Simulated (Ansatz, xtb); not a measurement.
**Relative energy of two conformers of BH7OSeSi**

We compare X, `[BH3-][SeH+][SiH2]O`, a singlet, with Y, `[BH3-][SeH+][SiH2]O`, a singlet. Both are isolated molecules in the gas phase, relaxed with r2SCAN-D4/def2-SVP.

X (Å):

```yaml
atoms:
  - { symbol: B, position_ang: [-0.3142, 1.9484, 0.3722] }
  - { symbol: O, position_ang: [1.8604, 0.6149, -1.4510] }
  - { symbol: Se, position_ang: [1.3397, 1.3571, 1.6431] }
  - { symbol: Si, position_ang: [1.9979, -0.1790, -0.0166] }
  - { symbol: H, position_ang: [-0.6840, 0.9152, -0.1650] }
  - { symbol: H, position_ang: [0.2694, 2.7332, -0.3566] }
  - { symbol: H, position_ang: [-1.1066, 2.4511, 1.1393] }
  - { symbol: H, position_ang: [0.6872, 0.3138, 2.4569] }
  - { symbol: H, position_ang: [3.4234, -0.5431, 0.1629] }
  - { symbol: H, position_ang: [1.0919, -1.3431, 0.1792] }
  - { symbol: H, position_ang: [1.0172, 1.0882, -1.5597] }
```

Y (Å):

```yaml
atoms:
  - { symbol: B, position_ang: [0.2571, 0.8129, -0.9357] }
  - { symbol: O, position_ang: [2.6730, -0.8332, 0.3067] }
  - { symbol: Se, position_ang: [-0.1931, 0.4879, 1.1690] }
  - { symbol: Si, position_ang: [2.0595, -0.0056, 1.5894] }
  - { symbol: H, position_ang: [1.1372, 1.6524, -0.8294] }
  - { symbol: H, position_ang: [0.6159, -0.2786, -1.3441] }
  - { symbol: H, position_ang: [-0.7901, 1.2180, -1.3912] }
  - { symbol: H, position_ang: [-0.6238, -0.9233, 1.1532] }
  - { symbol: H, position_ang: [2.1649, -0.8616, 2.7953] }
  - { symbol: H, position_ang: [2.6175, 1.3555, 1.8077] }
  - { symbol: H, position_ang: [2.3528, -0.5153, -0.5568] }
```

Energies in hartree; the thermal terms are from r2SCAN-D4/def2-SVP harmonic frequencies (ideal gas, rigid rotor, one conformer each, 600 K, 1 atm) and include the zero-point energy:

|  | X | Y |
| --- | --- | --- |
| E, CCSD(T)/def2-SVP | −2792.663268 | −2792.664000 |
| E, MP2/def2-SVP | −2792.599793 | −2792.600635 |
| E, MP2/def2-TZVPP | −2793.275619 | −2793.276420 |
| zero-point energy | 0.070823 | 0.070706 |
| H(600 K) − E | 0.096242 | 0.096181 |
| G(600 K) − E | −0.008096 | −0.008232 |

Correct the CCSD(T) difference for the basis set by the MP2 change, then work out ΔE, ΔE₀, ΔH and ΔG for X → Y in kJ/mol (1 Eh = 2625.50 kJ/mol) and the equilibrium ratio [Y]/[X].

1. Differences Y − X: CCSD(T) −0.000732, MP2 in the small set −0.000842, MP2 in the large set −0.000801 Eh.
2. ΔE = −0.000732 + (−0.000801 − (−0.000842)) = −0.000691 Eh = −1.81 kJ/mol.
3. ΔE₀ = ΔE + ΔZPE = −0.000691 + (−0.000117) Eh = −2.12 kJ/mol.
4. ΔH = ΔE + (−0.000061) Eh = −1.97 kJ/mol.
5. ΔG = ΔE + (−0.000136) Eh = −2.17 kJ/mol, so ΔS = (ΔH − ΔG)/T = +0.3 J/(mol K).
6. kT = 1.9001 mEh, so K = [Y]/[X] = exp(−ΔG/kT) = exp(+0.44) ≈ 1.5.

The two are too close for this level to say which is favoured. An error of 4 kJ/mol in ΔG would change K by a factor of 2.2. Mirror images and further conformers aren't counted.

Other levels gave ΔE = −2.3 (r2SCAN-D4/def2-SVP); −2.9 (HF/def2-SVP); −2.2 (MP2/def2-SVP); −1.9 (CCSD(T)/def2-SVP) kJ/mol. The correlated steps freeze 16 core orbitals; the filled d shell of Se is correlated, in a basis made for valence electrons. Programs: Ansatz 0.2.0.

X and Y are nearly degenerate because they share the same stabilising motif. In both, the Si–O bond is gauche to the Se–B bond, and the hydroxyl hydrogen points towards the borane. Boron is less electronegative than hydrogen, so the B–H hydrogens are hydridic and attract the protic O–H hydrogen in a dihydrogen contact. The conformers differ mainly in the side of the Se–B bond on which the oxygen lies. Y has one distinctly shorter H···H contact, while X spreads the interaction over two longer ones, so the gain in one contact is probably largely offset by the loss of the other and by small torsional changes.

Hartree–Fock already gives the same ordering, which suggests that electrostatics and orbital repulsion, rather than dispersion, set the slight tilt towards Y. The very small entropy difference fits two similarly constrained structures. The ratio describes exchange within the intact adduct only; whether the Se–B dative bond, typically weak for a selenium donor, survives at 600 K is a separate question.
